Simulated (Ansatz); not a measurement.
# B: pressure and energy change per atom as volume scale varies

All results are calculated (Ansatz 0.2.0). Plane-wave DFT, scalar-relativistic PAW made under PBE with cores redone for the functional, no dispersion; the given relaxed cell is scaled uniformly, energy at zero smearing counts from the unscaled cell, pressure at the given Fermi-Dirac smearing is positive in compression.

The cell before it is scaled or strained (space group Pm-3m, No. 221):
```
B
1.0
      1.9057     0.0000     0.0000
      0.0000     1.9057     0.0000
      0.0000     0.0000     1.9057
B
1
Direct
  0.00000 0.00000 0.00000
```

Settings of every row: spin polarised no; functional BLYP; wave cutoff 420 eV; smearing width 0.1 eV; k mesh 18x18x18.

Atom starting moment: 0 on all atoms.

Limits: the cell comes from a prototype or a list of computed structures and needn't be the stable phase.

| row | volume scale | V (Å³/atom) | pressure (GPa) | energy change per atom (meV) |
| --- | --- | --- | --- | --- |
| 1 | 0.88 | 6.09 | 34.62 | 82.45 |
| 2 | 0.92 | 6.367 | 21.06 | 34.85 |
| 3 | 0.96 | 6.644 | 9.84 | 8.6 |
| 4 | 1.04 | 7.198 | ? | ? |
| 5 | 1.08 | 7.475 | -13.4 | 23.94 |
| 6 | 1.12 | 7.751 | -18.61 | 51.83 |

Question: what pressure and energy change per atom should row 4 give?

Worked fit of pressure. Take u = (V_r/V)^(2/3) − 1 with V_r = 6.644 Å³ an atom, which is twice the finite (Eulerian) strain; such expansions in the strain, on which the Birch-Murnaghan equation of state is built, carry the rest volume and the bulk modulus. The shown rows have u = 0.05976, 0.0288, 0, -0.07556, -0.09764. Least squares give pressure = 9.851 + 367.46 × u + 781.8 × u² GPa; a straight line predicts inner rows, each left out in turn, worse (root mean square 2.1 against 0.057 GPa). The rows lie off it by 0.02, -0.02, -0.01, 0.05, -0.04 (root mean square 0.032 GPa). The pressure vanishes at u = -0.0285, or V = 6.939 Å³ an atom, and there the bulk modulus at fixed shape and fractions is B = −V dP/dV = (2/3)(1 + u) dP/du = 209 GPa. The withheld row has u = -0.05199, so the fit gives 9.851 + 367.46 × (-0.05199) + 781.8 × (-0.05199)² = -7.14 GPa.

The calculation gave -7.08 GPa. The fit lies 0.06 GPa (0.11 % of the column's range) below it; its largest miss of a shown row is 0.05 GPa.

Worked fit of energy change per atom. Take u = (V_r/V)^(2/3) − 1 with V_r = 6.644 Å³ an atom, which is twice the finite (Eulerian) strain; such expansions in the strain, on which the Birch-Murnaghan equation of state is built, carry the rest volume and the bulk modulus. The shown rows have u = 0.05976, 0.0288, 0, -0.07556, -0.09764. Least squares give energy change per atom = 8.586 + 600.06 × u + 10666.5 × u² meV; a straight line predicts inner rows, each left out in turn, worse (root mean square 28 against 0.24 meV). The rows lie off it by -0.09, 0.14, 0.01, -0.20, 0.14 (root mean square 0.13 meV). Its lowest point lies at u = -0.0281, or V = 6.935 Å³ an atom, and the curvature there gives the bulk modulus at fixed shape and fractions, B = (4/9)(1 + u)² E″(u)/V = 207 GPa. The withheld row has u = -0.05199, so the fit gives 8.586 + 600.06 × (-0.05199) + 10666.5 × (-0.05199)² = 6.22 meV.

The calculation gave 5.96 meV. The fit lies 0.26 meV (4.4 % of the value, 0.34 % of the column's range) above it; its largest miss of a shown row is 0.20 meV.
